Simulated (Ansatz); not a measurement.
# Rh: the change of pressure and energy above lowest point with volume per atom

Equation of state of a cubic crystal from periodic Kohn-Sham density functional theory without spin; pressure corrected for the finite basis. The results are calculated, by Ansatz 0.2.0 development build.

Cell of the first row (space group Fm-3m, No. 225):
```
cell vectors (Å)
   0.0000     1.8629     1.8629
   1.8629     0.0000     1.8629
   1.8629     1.8629     0.0000
atoms (fractions of the cell vectors)
Rh  0.00000  0.00000  0.00000
```

Settings of every row: formula Rh; structure type fcc; functional r2SCAN; spin treatment none; k mesh 15x15x15; occupation method fermi-dirac; occupation width 0.1 eV; wave cutoff 700 eV; datasets hard PAW; density cutoff ratio 4; xc grid level 2.

Limits: modest k-mesh, values are not fully converged in k; pseudopotentials made with PBE, not this functional; the SCF threshold is loose for a stress in some rows.

```csv
row,volume per atom (Å³),pressure (GPa),energy above lowest point (meV/atom)
1,12.931,19.805,46.81
2,13.352,?,?
3,13.774,-0.73,0
4,14.196,-8.426,12.37
5,14.617,-14.775,43.17
```

Question: what pressure and energy above lowest point should row 2 give?

Worked fit of pressure. Take u = (V_r/V)^(2/3) − 1 with V_r = 13.985 Å³ an atom, which is twice the finite (Eulerian) strain; such expansions in the strain, on which the Birch-Murnaghan equation of state is built, carry the rest volume and the bulk modulus. The shown rows have u = 0.05363, 0.01019, -0.00993, -0.02904. Least squares give pressure = −4.7711 + 384.219 × u + 1379.55 × u² GPa; a straight line predicts inner rows, each left out in turn, worse (root mean square 1.4 against 0.05 GPa). The rows lie off it by 0.003, -0.017, 0.024, -0.010 (root mean square 0.016 GPa). The pressure vanishes at u = 0.0119, or V = 13.74 Å³ an atom, and there the bulk modulus at fixed shape and fractions is B = −V dP/dV = (2/3)(1 + u) dP/du = 281 GPa. The withheld row has u = 0.03136, so the fit gives −4.7711 + 384.219 × (0.03136) + 1379.55 × (0.03136)² = 8.635 GPa.

The calculation gave 8.574 GPa. The fit lies 0.061 GPa (0.18 % of the column's range) above it; its largest miss of a shown row is 0.024 GPa.

Worked fit of energy above lowest point. Take u = (V_r/V)^(2/3) − 1 with V_r = 13.985 Å³ an atom, which is twice the finite (Eulerian) strain; such expansions in the strain, on which the Birch-Murnaghan equation of state is built, carry the rest volume and the bulk modulus. The shown rows have u = 0.05363, 0.01019, -0.00993, -0.02904. Least squares give energy above lowest point = 3.573 − 603.39 × u + 26275.9 × u² meV/atom; a straight line predicts inner rows, each left out in turn, worse (root mean square 27 against 0.44 meV/atom). The rows lie off it by 0.02, -0.15, 0.21, -0.08 (root mean square 0.14 meV/atom). Its lowest point lies at u = 0.0115, or V = 13.75 Å³ an atom, and the curvature there gives the bulk modulus at fixed shape and fractions, B = (4/9)(1 + u)² E″(u)/V = 278 GPa. The withheld row has u = 0.03136, so the fit gives 3.573 − 603.39 × (0.03136) + 26275.9 × (0.03136)² = 10.49 meV/atom.

The calculation gave 9.94 meV/atom. The fit lies 0.55 meV/atom (5.5 % of the value, 1.2 % of the column's range) above it; its largest miss of a shown row is 0.21 meV/atom.
